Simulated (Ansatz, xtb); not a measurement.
**Ligand exchange: C2H5Br + SiH3F → C2H8Si + BrF**

Species: C2H5Br (bromoethane) `CCBr`, singlet; SiH3F `F[SiH3]`, singlet; C2H8Si `CC[SiH3]`, singlet; BrF (bromine fluoride), singlet. The partners trade Br for SiH3: C–Br and F–SiH3 bonds give way to C–SiH3 and F–Br.

Shapes, held fixed at every level: PBE0-D4/def2-TZVP. Programs: Ansatz 0.2.0, xtb 6.7.1. The zero-point and thermal change to 298 K, harmonic and unscaled (PBE0-D4/def2-TZVP), is -3.9 kJ/mol.

```json
{"level": "GFN2-xTB", "kind": "semi-empirical", "ΔH(298 K) (kJ/mol)": "+318.5", "less CCSD(T)/def2-TZVPP": "-13.3"}
{"level": "SPW92/def2-TZVPP", "kind": "LDA", "ΔH(298 K) (kJ/mol)": "+307.4", "less CCSD(T)/def2-TZVPP": "-24.4"}
{"level": "PBE-D4/def2-TZVPP", "kind": "GGA", "ΔH(298 K) (kJ/mol)": "+297.8", "less CCSD(T)/def2-TZVPP": "-34.0"}
{"level": "B3LYP-D4/def2-TZVPP", "kind": "global hybrid", "ΔH(298 K) (kJ/mol)": "+315.4", "less CCSD(T)/def2-TZVPP": "-16.4"}
{"level": "wB97M-V/def2-TZVPP", "kind": "range-separated hybrid", "ΔH(298 K) (kJ/mol)": "+319.2", "less CCSD(T)/def2-TZVPP": "-12.6"}
{"level": "B2PLYP/def2-TZVPP", "kind": "double hybrid", "ΔH(298 K) (kJ/mol)": "+329.5", "less CCSD(T)/def2-TZVPP": "-2.3"}
{"level": "MP2/def2-SVP", "kind": "perturbation theory", "ΔH(298 K) (kJ/mol)": "+335.2", "less CCSD(T)/def2-TZVPP": "+3.4"}
{"level": "CCSD/def2-SVP", "kind": "coupled cluster or CI", "ΔH(298 K) (kJ/mol)": "+322.1", "less CCSD(T)/def2-TZVPP": "-9.7"}
{"level": "CCSD(T)/def2-TZVPP", "kind": "coupled cluster or CI", "ΔH(298 K) (kJ/mol)": "+331.8", "less CCSD(T)/def2-TZVPP": "0.0"}
```

The highest level, CCSD(T)/def2-TZVPP, gives ΔH(298 K) = +331.8 kJ/mol; the levels span +297.8 to +335.2. The column of differences is taken from that level and isn't an error. No measured value is set beside it here. Relativity is left out for Br. Outer-core shells of Br are correlated in most correlated rows, in sets that cover them unevenly.

The exchange is strongly endothermic at every level, and the spread between methods is far too small to threaten the sign. The cost comes mainly from giving up the Si–F bond, which is short, highly polar and among the strongest single bonds silicon forms. In BrF, fluorine is instead bound to another electronegative atom, with less ionic stabilisation and with repulsion between the lone pairs. Replacing C–Br by C–Si can't make up that loss.

PBE-D4 gives the lowest value, +297.8 kJ/mol, and the hybrids lie closer to CCSD(T), probably because semilocal exchange overbinds BrF relative to Si–F. The order isn't a simple ladder, however, since the LDA lies above PBE-D4. The closeness of MP2 to CCSD(T) may owe something to cancellation between its small basis and its treatment of correlation. With two molecules on each side, entropy should change little, which suggests that the free energy also favours bromoethane and fluorosilane; the barrier in either direction remains open.
